## Problem

I want the gauge field that the $\Omega=\pm\tfrac12$ electronic doublets of CaH present to the direction of the molecular axis. I treat A $^2\Pi$ and B $^2\Sigma^+$ as one $l=1$ complex in Van Vleck's pure precession: a single outer electron in $p\pi$ (A) or $p\sigma$ (B), $L_\pm$ acting as for an atomic p orbital, and $H_{SO}=A\,\mathbf L\cdot\mathbf S$ with one constant for diagonal and off-diagonal elements. The bond length is frozen.

Assumed inputs, rounded typical values for CaH:

| quantity | symbol | value |
|---|---|---|
| spin-orbit constant | $A$ | 79 cm$^{-1}$ |
| electronic gap, B above the centre of A | $\Delta$ | 1350 cm$^{-1}$ |
| rotational constant, both states | $B$ | 4.3 cm$^{-1}$ |
| vibrational quantum (last section only) | $\omega_e$ | 1300 cm$^{-1}$ |

$A$ and $\Delta$ are bare parameters, before any A–B mixing and without the term $B\langle L_\perp^2\rangle$. Every number below is the model's.

To find: (a) $\kappa=\langle+\tfrac12|J_{e+}|-\tfrac12\rangle$ for both doublets, with $\mathbf J_e=\mathbf L+\mathbf S$; (b) the connection, the field strength and the scalar potential; (c) the holonomy for the axis carried round a cone of half-angle 30°, 60° and 90°; (d) the $\Omega$-doubling of A $^2\Pi_{1/2}$ and the spin splitting of B; (e) the size of what the doublet approximation drops.

Conventions: angular momenta in units of $\hbar$, energies in cm$^{-1}$, Condon–Shortley phases, $\sigma_{1,2,3}$ acting on the pair $(|+\rangle,|-\rangle)$ with $\Omega=+\tfrac12,-\tfrac12$, $P$ the projector on the doublet and $Q=1-P$.

## Why the formula holds

With the axis along space-fixed $z$ the doublet is $|\pm\rangle$. It is degenerate at every $R$ by reflection in a plane through the axis. With the axis along $(\theta,\phi)$ the electronic states are the rotated ones,

$$|n;\theta,\phi\rangle=e^{-i\phi J_{ez}}e^{-i\theta J_{ey}}|n\rangle .$$

This frame changes sign under $\phi\to\phi+2\pi$, which I have to remember for closed loops. I define $(\mathcal A_\mu)_{mn}=i\langle m|\partial_\mu|n\rangle$, so that parallel transport of $\psi=\sum_n c_n|n\rangle$ reads $\partial_\mu c=i\mathcal A_\mu c$ and $D_\mu=\partial_\mu-i\mathcal A_\mu$. Differentiating the rotation gives $\mathcal A_\theta=PJ_{ey}P$ and $\mathcal A_\phi=P(\cos\theta\,J_{ez}-\sin\theta\,J_{ex})P$.

Inside the doublet $PJ_{ez}P=\sigma_3/2$. The operator $J_{e+}$ raises $\Omega$ by one, so its only element is $\kappa$, which the relative phase of $|+\rangle$ and $|-\rangle$ can make real. Then $PJ_{ex}P=\kappa\sigma_1/2$ and $PJ_{ey}P=\kappa\sigma_2/2$, and

$$\mathcal A_\theta=\tfrac{\kappa}{2}\sigma_2,\qquad \mathcal A_\phi=\tfrac12\left(\cos\theta\,\sigma_3-\kappa\sin\theta\,\sigma_1\right).$$

A doublet with $|\Omega|\ge 1$ has no such element, and its connection is diagonal. The field strength is $F_{\theta\phi}=\partial_\theta\mathcal A_\phi-\partial_\phi\mathcal A_\theta-i[\mathcal A_\theta,\mathcal A_\phi]$. The derivative gives $-\tfrac12(\sin\theta\,\sigma_3+\kappa\cos\theta\,\sigma_1)$, the commutator term gives $+\tfrac{\kappa}{2}(\cos\theta\,\sigma_1+\kappa\sin\theta\,\sigma_3)$, and the $\sigma_1$ parts cancel:

$$F_{\theta\phi}=-g\sin\theta\,\sigma_3,\qquad g=\tfrac12(1-\kappa^2).$$

This is the field of Moody, Shapere and Wilczek (1986), an instance of the Wilczek–Zee connection. Notes to myself on reading it:

- $F$ is gauge covariant. It lies along $\sigma_3$ in any frame whose members have definite $\Omega$, and the invariant content is the pair of eigenvalues $\mp g\sin\theta$.
- At $\kappa=0$ the connection is diagonal: two Abelian monopoles of strength $\pm\tfrac12$ with total flux $\mp2\pi$. For $\kappa\ne0$ the integral $\mp4\pi g$ is not quantised and need not be, because $\Omega$ is no longer conserved by transport.
- At $|\kappa|=1$ the three projected operators obey the SU(2) algebra and the angular field vanishes. A $^2\Sigma$ state in Hund's case (b), where the spin ignores the axis, is one way to get this. A complete $j_e=\tfrac12$ multiplet in case (c) is another.
- When $\kappa$ depends on $R$ there is more. $\mathcal A_R=0$ for real states of definite $\Omega$, and $F_{R\theta}=\tfrac12\kappa'\sigma_2$, $F_{R\phi}=-\tfrac12\kappa'\sin\theta\,\sigma_1$ with $\kappa'=d\kappa/dR$. A $\kappa(R)$ that merely passes through $\pm1$ is flat on that one sphere. Pure gauge in three dimensions needs $|\kappa|=1$ over a range of $R$.

## (a) The mixing and $\kappa$

For $\Omega=+\tfrac12$ the basis is $|\pi\rangle=|\Lambda{=}1\rangle\beta$ and $|\sigma\rangle=|0\rangle\alpha$. For $\Omega=-\tfrac12$ it is $|{-1}\rangle\alpha$ and $|0\rangle\beta$. With the zero at the centre of $^2\Pi$, and $\langle1|L_+|0\rangle=\sqrt2$, both blocks are

$$H_{el}=\begin{pmatrix}-A/2&A/\sqrt2\\A/\sqrt2&\Delta\end{pmatrix},$$

and $^2\Pi_{3/2}=|1\rangle\alpha$ stays alone at $+A/2$. I take $|+\rangle=a|1\rangle\beta+b|0\rangle\alpha$ and $|-\rangle=a|{-1}\rangle\alpha+b|0\rangle\beta$. This fixes the sign of $\kappa$ so that a pure $\Sigma$ state has $\kappa=+1$. Then $J_{e+}|-\rangle=\sqrt2\,b\,|1\rangle\beta+(\sqrt2\,a+b)|0\rangle\alpha$, so

$$\kappa=b^2+2\sqrt2\,ab=(a,b)\,K\binom ab,\qquad K=\begin{pmatrix}0&\sqrt2\\ \sqrt2&1\end{pmatrix}.$$

The lower root (A) has $(a,b)=(\cos\chi,-\sin\chi)$, the upper (B) has $(\sin\chi,\cos\chi)$, and $\tan2\chi=\sqrt2A/(\Delta+A/2)$. Hence

$$\kappa_A=\sin^2\chi-\sqrt2\sin2\chi,\qquad\kappa_B=1-\kappa_A ,$$

the second because $\operatorname{tr}K=1$. Written as $\kappa_A=\tfrac12-\tfrac32\cos(2\chi-2\chi_0)$ with $\tan2\chi_0=2\sqrt2$, this runs monotonically from $0$ at $\Delta\gg A$ to $-1$ at $\Delta=0$, where $\chi=\chi_0$ and the states are $j_e=\tfrac12$ and $\tfrac32$. Meanwhile $\kappa_B$ runs from 1 to 2, the value $j_e+\tfrac12$ of $j_e=\tfrac32$.

Numbers: the coupling is $A/\sqrt2=55.86$ cm$^{-1}$ and the gap $\Delta+A/2=1389.5$ cm$^{-1}$, so $\tan2\chi=0.08041$ and $\chi=2.298^\circ$. Then $\sin^2\chi=0.0016$, $\sqrt2\sin2\chi=0.1133$, and

$$\kappa_A=-0.1117,\qquad\kappa_B=+1.1117 .$$

The first-order estimate $-2A/(\Delta+A/2)=-0.1137$ is close. The point worth keeping is that $\kappa_A$ is linear in the mixing amplitude: a $\Sigma$ weight well under one per cent gives an off-diagonal connection of about a ninth of the free-spin value. The mixing pushes $^2\Pi_{1/2}$ down by 2.242 cm$^{-1}$, so it lies 81.2 cm$^{-1}$ below $^2\Pi_{3/2}$.

## (b) Field strength and scalar potential

$$g_A=\tfrac12(1-\kappa_A^2)=0.4938,\qquad g_B=\tfrac12(1-\kappa_B^2)=-0.1180 .$$

These are phases per unit solid angle, in rad/sr. The A doublet keeps nearly the full monopole strength $\tfrac12$, since the change is quadratic in $\kappa_A$. The B doublet leaves zero linearly in $\kappa_B-1$, and with the opposite sign.

I can see where the curvature comes from. From $[J_{e+},J_{e-}]=2J_{ez}$ one has $\|J_{e-}|+\rangle\|^2-\|J_{e+}|+\rangle\|^2=1$. The first norm is $\kappa^2+\lambda^2$, with $\lambda$ the element of $K$ to the other $|\Omega|=\tfrac12$ doublet. The second is $\mu^2$, the squared element to $^2\Pi_{3/2}$. So $1-\kappa^2=\lambda^2-\mu^2$. Since $K^2=K+2$, $\lambda^2=(2-\kappa)(1+\kappa)$, and $\mu^2=(a+\sqrt2b)^2=1+\kappa$. For A this is $1.876-0.888=0.988$, and for B $1.876-2.112=-0.236$. The curvature is the imbalance between the two leaks out of the doublet.

Their sum gives the angular part of the diagonal Born–Huang correction, $\Phi=B\,P\mathbf J_{e\perp}\!\cdot Q\mathbf J_{e\perp}P=\tfrac B2(\lambda^2+\mu^2)$, that is

$$\Phi=\tfrac B2(3-\kappa)(1+\kappa),\qquad\Phi_A=5.94\ \text{cm}^{-1},\quad\Phi_B=8.57\ \text{cm}^{-1}.$$

It separates the two flat cases. At $\kappa=-1$ the doublet is closed under rotation and $\Phi=0$. At $\kappa=+1$ the leaks are equal, $F=0$, but $\Phi=2B=B\langle L_\perp^2\rangle$ remains.

## (c) Holonomy on a cone

On a circle of constant $\theta$ the matrix $\mathcal A_\phi$ is constant, so path ordering is trivial. With the sign change of the frame,

$$W=-\exp\!\left[i\pi(\cos\theta\,\sigma_3-\kappa\sin\theta\,\sigma_1)\right],$$

with eigenvalues $e^{\mp i\delta}$, where

$$\delta=\pi(1-w),\qquad w=\sqrt{\cos^2\theta+\kappa^2\sin^2\theta}.$$

At $\kappa=0$ and $\theta\le90^\circ$, $\delta$ is half the enclosed solid angle $2\pi(1-\cos\theta)$. At $|\kappa|=1$, $W$ is the unit matrix. For small cones $\delta\to g\,\pi\theta^2$, which is the flux. I list the flux value $2\pi g(1-\cos\theta)$ beside the true phase, all in degrees.

| $\theta$ | $\delta$ at $\kappa=0$ | $\delta_A$ | flux, A | $\delta_B$ | flux, B |
|---|---|---|---|---|---|
| 30° | 24.1 | 23.8 | 23.8 | −5.2 | −5.7 |
| 60° | 90.0 | 88.3 | 88.9 | −15.3 | −21.2 |
| 90° | 180.0 | 159.9 | 177.8 | −20.1 | −42.5 |

The flux fails for large loops because the contributions of different patches, once transported to a common point, do not commute. For A the field differs from the Abelian one by about a per cent, yet the equatorial phase $\pi(1-|\kappa|)$ is off by some twenty degrees: at $\theta=90^\circ$ the $\sigma_3$ part of $\mathcal A_\phi$ vanishes and $\kappa\sigma_1$ acts at first order. There $W=-e^{-i\pi\kappa\sigma_1}$, and one turn converts $|+\rangle$ into $|-\rangle$ with probability $\sin^2\pi\kappa=0.12$, the same for A and B.

## (d) Rotational levels

The nuclear angular Hamiltonian in the doublet is $-B[\sin^{-1}\!\theta\,D_\theta\sin\theta\,D_\theta+\sin^{-2}\!\theta\,D_\phi^2]+\Phi$, which is the projection of $B(\mathbf J-\mathbf J_e)_\perp^2$. The second form is easier to solve. Put $x=J+\tfrac12$. The term $B[J(J+1)-\Omega^2]$ is $B(x^2-\tfrac12)$. The cross term links $\Omega=\pm\tfrac12$ with element $-B\kappa\sqrt{J(J+1)+\tfrac14}=-B\kappa x$, phases of the rotational functions chosen to give this sign. The last term is $B\langle J_{e\perp}^2\rangle=B\kappa^2/2+\Phi$. So

$$E_{e/f}=E_{el}+B\left[x^2-\tfrac12\mp\kappa x+\tfrac12\kappa^2\right]+\Phi .$$

At $\kappa=0$ the bracket is $J(J+1)-\tfrac14$, doubly degenerate, the monopole spectrum. At $\kappa=1$ it is $x(x\mp1)=N(N+1)$, with $J=N+\tfrac12$ for the upper sign and $J=N-\tfrac12$ for the lower. That fixes the labels. In $^2\Sigma^+$ the parity is $(-1)^N$, so $J=N+\tfrac12$ has parity $(-1)^{J-1/2}$, an $e$ level. The same combination of $|+\rangle$ and $|-\rangle$ carries the $\pi$ and $\sigma$ parts, so the upper sign is $e$ for A too.

The holonomy gives the same term. At large $J$ the axis turns in the plane normal to $\mathbf J$, with $\hbar\omega_{rot}=dE/dJ=2Bx$. A phase $\pm\pi\kappa$ per period $2\pi/\omega_{rot}$ is an energy $\mp\kappa\hbar\omega_{rot}/2=\mp B\kappa x$.

For A, defining $p_{eff}$ by $E_f-E_e=p_{eff}\,(J+\tfrac12)$,

$$p_{eff}=2B\kappa_A=2(4.3\ \text{cm}^{-1})(-0.1117)=-0.96\ \text{cm}^{-1},$$

or 29 GHz in magnitude, with $e$ above $f$. To leading order this is $4AB/(E_\Pi-E_\Sigma)$, the pure-precession form of the $\Lambda$-doubling constant $p$ for $l=1$.

For B, put $\kappa_B=1+\eta$. The linear term shifts $J=N+\tfrac12$ by $-B\eta(N+1)$ and $J=N-\tfrac12$ by $+B\eta N$. An operator $\gamma\,\mathbf N\cdot\mathbf S$ gives $\gamma N/2$ and $-\gamma(N+1)/2$. The two agree up to a common constant when $\gamma=-2B\eta=2B\kappa_A=-0.96$ cm$^{-1}$. The equality of $p$ and $\gamma$ at this order is the trace rule $\kappa_A+\kappa_B=1$.

## (e) What the doublet drops

The projection keeps terms of order $B$. Since $\kappa_A$ is itself small, of order $A/\Delta$, I must check terms of order $B^2/\Delta$. In the $(\pi,\sigma)$ basis $J_{e\perp}^2=\tfrac32+K$. The full matrix for one parity, in the order $\Pi_{3/2},\Pi_{1/2},\Sigma$ and with $s=B\sqrt{x^2-1}$, $u=A/2+B\mp Bx$, is

$$H_{e/f}=\begin{pmatrix}\tfrac A2+B(x^2-1)&-s&-\sqrt2s\\-s&-\tfrac A2+B(x^2+1)&\sqrt2u\\-\sqrt2s&\sqrt2u&\Delta+B(x^2+2\mp x)\end{pmatrix}.$$

As a test, at $\Delta=0$ nothing ties the electron to the axis, and the roots must be $-A$ or $A/2$ plus $B\mathcal R(\mathcal R+1)$ with integer $\mathcal R$. For $J=\tfrac32$, $e$, they are $-A+6B$, $A/2$ and $A/2+6B$, as required.

**The homogeneous rotational term.** $BJ_{e\perp}^2$ contains $B(L_+S_-+L_-S_+)$, which couples A and B at fixed $\Omega$ just as spin-orbit does. The off-diagonal $A$ becomes $A+2B$, a relative change $2B/A=0.109$, and the gap grows by $B$. Then $\tan2\chi'=0.08888$, $\kappa_A'=-0.1232$ and $2B\kappa_A'=-1.060$ cm$^{-1}$. In spectroscopic language this is $p+2q$ in place of $p$. At $J=\tfrac12$, $s=0$ and I can solve directly. The $e$ block is $H_{el}+2B$, and its lower root is pushed down by 2.242 cm$^{-1}$. The $f$ block has the same $\Pi_{1/2}$ diagonal element, $u=48.1$ cm$^{-1}$ and a gap of 1398.1 cm$^{-1}$, and its root drops by 3.302 cm$^{-1}$. The difference is $E_f-E_e=-1.060$ cm$^{-1}$, or 32 GHz in magnitude.

This correction does not enter $\gamma$. Setting $A=0$, the second-order shift of $\Sigma$ is $2B^2[(1\mp x)^2+x^2-1]/\Delta$, which equals $4B^2N(N+1)/\Delta$ both for $e$ ($x=N+1$) and for $f$ ($x=N$). It changes the effective $B$ and splits nothing.

**Spin uncoupling.** The element between the A doublet and $^2\Pi_{3/2}$ is $\mu s$ across 81.2 cm$^{-1}$. It vanishes at $J=\tfrac12$, is 7.02 cm$^{-1}$ at $J=\tfrac32$ (ratio 0.086) and 24.0 cm$^{-1}$ at $J=\tfrac{11}2$ (ratio 0.30). It dilutes the $\Omega=\tfrac12$ character and reduces the doubling. Lowest roots of the matrix against the doublet formula, in cm$^{-1}$:

| $J$ | $2B\kappa_Ax$ | full $E_f-E_e$ | change in magnitude |
|---|---|---|---|
| 1/2 | −0.96 | −1.06 | +10 % |
| 3/2 | −1.92 | −2.07 | +7 % |
| 11/2 | −5.77 | −4.79 | −17 % |

So the isolated doublet is a low-$J$ description for this light hydride, and the large-$J$ picture of a classical axis on a loop is reached only when adiabaticity towards $^2\Pi_{3/2}$ is already failing. The phases in (c) are properties of the electronic bundle, and they show up in the spectrum through the term $\mp B\kappa x$.

**Vibration.** $\Delta-\omega_e=50$ cm$^{-1}$, so B($v=0$) lies within tens of cm$^{-1}$ of the components of A($v=1$). Even for parallel harmonic curves $B(R)\propto R^{-2}$ has $|\langle1|B|0\rangle|=2B\sqrt{B/\omega_e}=0.49$ cm$^{-1}$, an $L$-uncoupling element of $0.70\,x$ cm$^{-1}$ across that small gap, and non-parallel curves add a spin-orbit element. The frozen-$R$ value of $\gamma$ is exposed to this local perturbation. A($v=0$) has no such partner.

**Pure precession.** At leading order $\kappa_A$ is proportional to the product of the off-diagonal spin-orbit element and $\langle\Pi|L_+|\Sigma\rangle$. Any d character in the outer orbital changes both, and $\kappa_A$ scales with that product.

## Result

In this model $\kappa_A\approx-0.11$ and $\kappa_B\approx+1.11$, with $F_{\theta\phi}=-g\sin\theta\,\sigma_3$, $g_A\approx0.49$ and $g_B\approx-0.12$. A $^2\Pi_{1/2}$ is close to the Abelian monopole pair and B is close to pure gauge, on the far side of it. The gauge field alone gives $p_{eff}=\gamma=-0.96$ cm$^{-1}$, and the next order in $B$ moves the model's $J=\tfrac12$ doubling of A to $-1.06$ cm$^{-1}$.

The same algebra describes the valence bands of a cubic semiconductor in the spherical approximation, with the direction of $\mathbf k$ as the axis and the spin-orbit order inverted. Near $k=0$ the light-hole doublet is the $j=\tfrac32$ case, $\kappa=2$ and $g=-\tfrac32$, and the split-off doublet is the closed $j=\tfrac12$ case with a flat angular connection.